\textbf{Question.} In an nMOSFET at $V_g=V_d=1.2$ V a carrier gains about 1.2 eV, less than the roughly 1.5 eV barrier quoted for breaking an interface Si--H bond. The multiple-excitation rate is said to be $NP_d(1-r)^2r^N\propto I^N$. Where does that come from, and does $I^N$ really hold?

\textbf{Answer.} Take harmonic levels $i=0,\dots,N$, with the barrier at $N\hbar\omega$ above level 0 and level $N$ absorbing. The rates are $(i+1)P_u$ up and $iP_d$ down, with
\begin{equation}
P_u=I+b/\tau_v,\quad P_d=I+1/\tau_v,\quad b=e^{-\hbar\omega/k_BT}.
\end{equation}
$I$ (s$^{-1}$) is the carrier-induced $0\leftrightarrow1$ rate, equal both ways for carriers much hotter than $\hbar\omega$, and $\tau_v$ is the phonon-limited lifetime of level 1. Without the sink, balance $(i+1)P_up_i=(i+1)P_dp_{i+1}$ gives $p_i\propto r^i$, $r=P_u/P_d<1$.

\textbf{Smallest case, $N=2$.}
\begin{equation}
\dot p_0=-P_up_0+P_dp_1,\qquad \dot p_1=P_up_0-(P_d+2P_u)p_1 .
\end{equation}
Integrate over time from $p_0=1$, with $\theta_i=\int p_i\,dt$: $-1=-P_u\theta_0+P_d\theta_1$ and $0=P_u\theta_0-(P_d+2P_u)\theta_1$. Adding gives $\theta_1=1/(2P_u)$, so the inverse mean time is exactly
\begin{equation}
k_2=\frac{1}{\theta_0+\theta_1}=\frac{2P_u^2}{P_d+3P_u}=\frac{2P_dr^2}{1+3r}.
\end{equation}
For $b\ll I\tau_v\ll1$ this is $2\tau_vI^2$: two hits within one lifetime.

\textbf{Any $N$.} The mean time $h_i$ from $i$ to first arrival at $i+1$ obeys $(i+1)P_uh_i=1+iP_dh_{i-1}$, solved by $(i+1)P_uh_i=\sum_{j=0}^{i}r^{-j}$. Summing,
\begin{equation}
\frac1{k_N}=\frac{1}{P_d(1-r)}\sum_{m=1}^{N}\frac{r^{-m}-1}{m}.
\end{equation}
For $r^N\ll1$ the top terms dominate. Setting $1/m\to1/N$ makes the sum $r^{-N}/[N(1-r)]$, so with $x=I\tau_v$
\begin{equation}
\tilde k_N=NP_d(1-r)^2r^N=\frac{N(1-b)^2}{\tau_v}\frac{(x+b)^N}{(1+x)^{N+1}} .
\end{equation}
Expanding gives $\tilde k_N/k_N=1+r/(N-1)+O(r^2)$ for $N\ge2$, and exactly $\tilde k_2/k_2=1+r-5r^2+3r^3$. The local exponent is
\begin{equation}
n=\frac{d\ln\tilde k_N}{d\ln I}=\frac{Nx}{x+b}-\frac{(N+1)x}{1+x},
\end{equation}
which approaches $N$, with $\tilde k_N\to Nx^N/\tau_v$, only for $b\ll x\ll1$.

\textbf{Numbers.} Typical approximate inputs for the Si--H bend are $\hbar\omega=0.075$ eV ($1.20\times10^{-20}$ J), barrier 1.5 eV (so $N=20$) and $\tau_v=10$ ps. At $T=300$ K, $b=0.0550$. A typical $10^{3}$ A/m of drain current per width in a 2 nm thick channel is $5.0\times10^{11}$ A/m$^2$, or $3.12\times10^{30}$ carriers m$^{-2}$s$^{-1}$. An assumed cross-section $\sigma=10^{-21}$ m$^2$ gives $I=3.12\times10^{9}$ s$^{-1}$, $x=0.0312$, $P_d=1.03\times10^{11}$ s$^{-1}$, $r=0.0836$. Unrounded values are carried below.

\begin{tabular}{cccc}
$N$ & $k_N$ (s$^{-1}$) & $\tilde k_N$ (s$^{-1}$) & $\tilde k_N/k_N$\\
2 & $1.15\times10^{9}$ & $1.21\times10^{9}$ & 1.050\\
20 & $4.75\times10^{-10}$ & $4.77\times10^{-10}$ & 1.005
\end{tabular}

For $N=2$ the slow decay eigenvalue is $1.16\times10^{9}$ s$^{-1}$, close to $k_2$, so survival is nearly exponential and $k$ acts as a rate constant.

The general formula works well; the power law does not. Here $x<b$, so phonons supply most upward steps: $n=6.6$, and $Nx^N/\tau_v=1.5\times10^{-18}$ s$^{-1}$ is too low by a factor $3.1\times10^{8}$. Over all $x$, $n$ peaks at only 12, near $x=0.23$. For the stretch (typically 0.25 eV quanta, 2.5 eV barrier, $N=10$), $b=6.3\times10^{-5}$ and $n$ reaches 9.8, so there the window exists.

\textbf{Caveats.} The model's $1/k_{20}=2.1\times10^{9}$ s (67 years) is no prediction: $\sigma$ was chosen to put it on the scale of decades, near typical ten-year lifetime targets, and doubling $\sigma$ raises $k_{20}$ by a factor $2.6\times10^{2}$. Multi-quantum jumps are omitted and can dominate. Level 4, with population $(1-r)r^4=4.5\times10^{-5}$, lies 1.2 eV below the barrier, so a single jump from there matches the whole ladder once its rate reaches $1.1\times10^{-5}$ s$^{-1}$, only $3.4\times10^{-15}$ of $I$.